**Relativistic shifts of all shells of Mn⁴⁺ against the one-electron Dirac ion**

The table lists orbital energies and mean radii of Mn⁴⁺ ([Ar] 3d³, configuration average) from Dirac–Coulomb and non-relativistic Hartree–Fock at the basis limit, with their relative changes. The program compares them, without fitted parameters, with the exact one-electron Dirac energies and radii at bare and at screened charge, with Slater's rules and with $1/n^3$ scaling. The bare charge describes the contraction of s and p1/2 (rms 0.13 points) but cannot give the expansion and destabilisation of 3d, and Slater's rules miss the 3d charge from the radius by 4.65. Weighted over $j$, 2p and 3p are more bound and 3d is less bound by 0.36 eV, and the 2p/3p splitting ratio of 7.37 follows $\langle r^{-3}\rangle$ much better than $1/n^3$. The output also sizes the Breit and self-energy terms left out of the orbital energies and relates the 3d level to the ionisation energy through relaxation (1.74 eV) and term stabilisation (1.61 eV), with 0.86 eV left over.

Orbitals of Mn4+ ([Ar] 3d3), computed with B-spline radial code 1 at the basis-set limit: Dirac-Coulomb Hartree-Fock with a Fermi nucleus and non-relativistic Hartree-Fock with a point nucleus, both averaged over the configuration. Both j rows of a shell are compared with the same non-relativistic orbital; a positive percentage for ε means more bound in the Dirac run.

## Script

```python
# Table: orbital energies (eV) and <r> (bohr) of Mn4+ [Ar]3d3, B-spline radial code, Dirac-Coulomb HF (nl average)
# beside non-relativistic HF. Tested: one-electron Dirac formulas (bare or screened Z), Slater's rules, 1/n^3 scaling.
T = {
    'orbital': ['1s1/2', '2s1/2', '2p1/2', '2p3/2', '3s1/2', '3p1/2', '3p3/2', '3d3/2', '3d5/2'],
    'n': [1, 2, 2, 2, 3, 3, 3, 3, 3],
    'l': [0, 0, 1, 1, 0, 1, 1, 2, 2],
    'nl_electrons': [2, 2, 6, 6, 2, 6, 6, 3, 3],
    'e': [-6662.0, -865.69, -746.18, -735.57, -163.31, -125.4, -123.96, -71.745, -71.598],  # eV
    'e_nr': [-6606.0, -854.18, -737.17, -737.17, -161.43, -124.11, -124.11, -72.017, -72.017],  # eV
    'e_pct': [0.85, 1.35, 1.22, -0.22, 1.16, 1.04, -0.12, -0.38, -0.58],  # %
    'r': [0.060864, 0.27745, 0.24431, 0.24717, 0.83261, 0.86826, 0.8755, 0.9603, 0.96275],  # bohr
    'r_pct': [-1.09, -1.12, -1.25, -0.09, -0.86, -0.86, -0.03, 0.18, 0.43],  # %
}
import numpy as np
from scipy.constants import alpha as a, physical_constants as pc
H = pc['Hartree energy in eV'][0]; cm = H/(pc['hartree-inverse meter relationship'][0]/100); Z = 25
o = T['orbital']; n, l, q, e, en, ep, r, rp = (np.array(T[k], float) for k in ['n','l','nl_electrons','e','e_nr','e_pct','r','r_pct'])
j = np.array([int(s[2])/2 for s in o]); kap = np.where(j > l, -(l+1), l); occ = q*(2*j+1)/(2*(2*l+1))
c = (3*n**2 - l*(l+1))/2
def dirac(z):
    g = np.sqrt(kap**2-(z*a)**2); nr = n-abs(kap); N = np.sqrt(nr**2+2*nr*g+kap**2)
    E = ((nr+g)/N-1)/a**2; E0 = -z**2/(2*n**2); R = ((g+nr)*(3*N**2-kap**2)-kap*N)/(2*z*N)
    return (E0-E)*H, 100*(E/E0-1), 100*(R*z/c-1), E0*H
# further outputs of the same runs, in row or shell order
breit = np.array([7.38541,.6975949,1.046648,.7763332,.09997779,.1299792,.0948079,.0414594,.02754508])  # eV
irD = np.array([24.93257,5.357556,5.271674,5.187049,1.687245,1.569425,1.55207,1.311139,1.30733])  # <1/r>
irN = np.array([24.52279,5.256513,5.177761,5.177761,1.664889,1.549738,1.549738,1.312478,1.312478])
zeta = {'2p':54368.54,'3p':6734.79,'3d':493.3728}; r3 = {'2p':404.1496,'3p':50.48258}; rho = (435.1153,61.86226)
IPd, IPdc, IPn, IPtab, F2, F4, se1s = 69.91928, 69.93396, 70.2674, 72.41, 12.46046, 7.849107, 3.60276
slater = {'1s':Z-.3,'2s':Z-1.7-2.45,'2p':Z-1.7-2.45,'3s':Z-2-6.8-2.45,'3p':Z-2-6.8-2.45,'3d':Z-18-.7}
Zr = c*(1+rp/100)/r; Ze = n*np.sqrt(-2*en/H); d = en-e; mean = {}; sp = {}
print('shell: Z from <r>, Z from eps, Slater, Slater-Z(<r>) | weighted gain in binding eV, %')
for s in slater:
    i = [k for k in range(len(o)) if o[k][:2] == s]; mean[s] = np.average(d[i], weights=occ[i])
    if len(i) == 2: sp[s] = e[i[1]]-e[i[0]]
    z = Zr[i].mean()
    print(f'{s} {z:6.2f} {Ze[i[0]]:6.2f} {slater[s]:6.2f} {slater[s]-z:+5.2f} | {mean[s]:+7.3f} {-100*mean[s]/en[i[0]]:+5.2f}')
dH, pH, rH, E0 = dirac(Z); rS = dirac(Zr)[2]
print('row: eps % table, bare ion | gain eV table, bare ion | gain/bare, eps/bare | Breit loss eV')
for k, s in enumerate(o):
    print(f'{s} {ep[k]:+5.2f} {pH[k]:+5.2f} | {d[k]:+7.3f} {dH[k]:6.2f} | {d[k]/dH[k]:+5.2f} {en[k]/E0[k]:4.2f} | {breit[k]:.3f}')
print('row: <r> % table, bare Z, residual | screened Z, residual | <1/r> % (rounding 0.005)')
for k, s in enumerate(o):
    print(f'{s} {rp[k]:+5.2f} {rH[k]:+5.2f} {rp[k]-rH[k]:+5.2f} | {rS[k]:+5.2f} {rp[k]-rS[k]:+5.2f} | {100*(irD[k]/irN[k]-1):+5.2f}')
m = abs(kap) == 1; rms = lambda x: np.sqrt(np.mean(x**2))
print(f'rms <r> residual, bare/screened: s,p1/2 {rms((rp-rH)[m]):.2f}/{rms((rp-rS)[m]):.2f}; others {rms((rp-rH)[~m]):.2f}/{rms((rp-rS)[~m]):.2f} points')
rat = {}
for s in sp:
    p = ('spd'.index(s[1])+.5)*zeta[s]*cm; rat[s] = sp[s]/p
    print(f'{s} splitting {sp[s]:.3f} eV, (l+1/2)zeta {p:.3f} eV, excess {100*(rat[s]-1):+.0f} %')
print(f"2p/3p splitting ratio {sp['2p']/sp['3p']:.2f}; 1/n^3 {27/8:.2f}; <r^-3> ratio {r3['2p']/r3['3p']:.2f}")
print(f'2s/3s gain ratio {d[1]/d[4]:.2f}; bare ion {dH[1]/dH[4]:.2f}; nuclear density ratio {rho[0]/rho[1]:.2f}')
e2 = (-Z**2/2+5*Z/8)*H; out = (occ*irN)[1:].sum()*H; dout = (occ*(irD-irN))[1:].sum()*H
print(f'1s non-rel.: -Z^2/2+5Z/8 = {e2:.0f}, outer sum q<1/r> {out:+.0f}, total {e2+out:.0f} eV, error {100*((e2+out)/en[0]-1):+.1f} %')
print(f'1s gain: bare minus table {dH[0]-d[0]:.1f} eV; rise of outer sum {dout:.1f} eV; Breit+self-energy {breit[0]+se1s:.1f} eV')
F0 = .4*(26.9388+2*26.83041)/3 + .6*(26.90268+2*26.79477)/3  # run outputs, eV
print(f'F0(3p,3d) weighted Dirac {F0:.3f}, non-rel. 26.849, change {F0-26.84926:+.3f} eV')
print(f'Breit/|gain|: 1s {breit[0]/d[0]:.2f}, 2p3/2 {-breit[3]/d[3]:.2f}, 3p3/2 {-breit[6]/d[6]:.2f}, 3d5/2 {-breit[8]/d[8]:.2f}')
print('rounding of energy differences: 1s 0.1 eV, 2s to 3p 0.01 eV, 3d 0.001 eV')
k3 = -en[-1]+mean['3d']
print(f'3d mean -eps minus energy difference: Dirac {k3:.3f}-{IPd:.3f} = {k3-IPd:.2f}; non-rel. {-en[-1]-IPn:.2f} eV')
print(f"relativistic change of ionisation energy {IPd-IPn:+.3f} eV; of mean -eps {mean['3d']:+.3f} eV")
B = F2/49-5*F4/441; C = 35*F4/441; t3 = -31/3*B-7/3*C; t2 = -58/9*B-7/9*C
print(f'B {B:.3f}, C {C:.3f} eV; 4F-average {t3:.2f}, 3F-average {t2:.2f}, net rise {t2-t3:.2f} eV')
print(f'tabulated minus: corrected Dirac {IPtab-IPdc:.2f}, with terms {IPtab-IPdc-(t2-t3):.2f}, -eps(3d5/2) {IPtab+e[-1]:.2f} eV')
print(f'bare 1s, Z 25 to 26: % {pH[0]:.2f} to {dirac(26)[1][0]:.2f}, eV {dH[0]:.0f} to {dirac(26)[0][0]:.0f}; (Z alpha)^2 = {(Z*a)**2:.4f}')
assert (rH < 0).all() and (rp-rH > 0).all() and (rp[l == 2] > 0).all()
assert mean['2p'] > 0 and mean['3p'] > 0 and (d[l == 2] < 0).all()
assert (Zr > Ze).all() and ep[1] > ep[0] and pH[1] > pH[0]
assert all(0.8 < x < 1.25 for x in rat.values()) and sp['2p']/sp['3p'] > 2*27/8
```

Output:

```
shell: Z from <r>, Z from eps, Slater, Slater-Z(<r>) | weighted gain in binding eV, %
1s  24.38  22.03  24.70 +0.32 | +56.000 +0.85
2s  21.38  15.85  20.85 -0.53 | +11.510 +1.35
2p  20.21  14.72  20.85 +0.64 |  +1.937 +0.26
3s  16.07  10.33  13.75 -2.32 |  +1.880 +1.16
3p  14.27   9.06  13.75 -0.52 |  +0.330 +0.27
3d  10.95   6.90   6.30 -4.65 |  -0.360 -0.50
row: eps % table, bare ion | gain eV table, bare ion | gain/bare, eps/bare | Breit loss eV
1s1/2 +0.85 +0.85 | +56.000  71.96 | +0.78 0.78 | 7.385
2s1/2 +1.35 +1.06 | +11.510  22.51 | +0.51 0.40 | 0.698
2p1/2 +1.22 +1.06 |  +9.010  22.51 | +0.40 0.35 | 1.047
2p3/2 -0.22 +0.21 |  -1.600   4.44 | -0.36 0.35 | 0.776
3s1/2 +1.16 +0.85 |  +1.880   7.99 | +0.24 0.17 | 0.100
3p1/2 +1.04 +0.85 |  +1.290   7.99 | +0.16 0.13 | 0.130
3p3/2 -0.12 +0.28 |  -0.150   2.63 | -0.06 0.13 | 0.095
3d3/2 -0.38 +0.28 |  -0.272   2.63 | -0.10 0.08 | 0.041
3d5/2 -0.58 +0.09 |  -0.419   0.88 | -0.48 0.08 | 0.028
row: <r> % table, bare Z, residual | screened Z, residual | <1/r> % (rounding 0.005)
1s1/2 -1.09 -1.12 +0.03 | -1.06 -0.03 | +1.67
2s1/2 -1.12 -1.22 +0.10 | -0.89 -0.23 | +1.92
2p1/2 -1.25 -1.47 +0.22 | -0.96 -0.29 | +1.81
2p3/2 -0.09 -0.33 +0.24 | -0.22 +0.13 | +0.18
3s1/2 -0.86 -0.92 +0.06 | -0.38 -0.48 | +1.34
3p1/2 -0.86 -1.00 +0.14 | -0.32 -0.54 | +1.27
3p3/2 -0.03 -0.37 +0.34 | -0.12 +0.09 | +0.15
3d3/2 +0.18 -0.44 +0.62 | -0.08 +0.26 | -0.10
3d5/2 +0.43 -0.16 +0.59 | -0.03 +0.46 | -0.39
rms <r> residual, bare/screened: s,p1/2 0.13/0.36; others 0.48/0.28 points
2p splitting 10.610 eV, (l+1/2)zeta 10.111 eV, excess +5 %
3p splitting 1.440 eV, (l+1/2)zeta 1.253 eV, excess +15 %
3d splitting 0.147 eV, (l+1/2)zeta 0.153 eV, excess -4 %
2p/3p splitting ratio 7.37; 1/n^3 3.38; <r^-3> ratio 8.01
2s/3s gain ratio 6.12; bare ion 2.82; nuclear density ratio 7.03
1s non-rel.: -Z^2/2+5Z/8 = -8078, outer sum q<1/r> +1582, total -6496 eV, error -1.7 %
1s gain: bare minus table 16.0 eV; rise of outer sum 13.9 eV; Breit+self-energy 11.0 eV
F0(3p,3d) weighted Dirac 26.845, non-rel. 26.849, change -0.004 eV
Breit/|gain|: 1s 0.13, 2p3/2 0.49, 3p3/2 0.63, 3d5/2 0.07
rounding of energy differences: 1s 0.1 eV, 2s to 3p 0.01 eV, 3d 0.001 eV
3d mean -eps minus energy difference: Dirac 71.657-69.919 = 1.74; non-rel. 1.75 eV
relativistic change of ionisation energy -0.348 eV; of mean -eps -0.360 eV
B 0.165, C 0.623 eV; 4F-average -3.16, 3F-average -1.55, net rise 1.61 eV
tabulated minus: corrected Dirac 2.48, with terms 0.86, -eps(3d5/2) 0.81 eV
bare 1s, Z 25 to 26: % 0.85 to 0.92, eV 72 to 84; (Z alpha)^2 = 0.0333
```
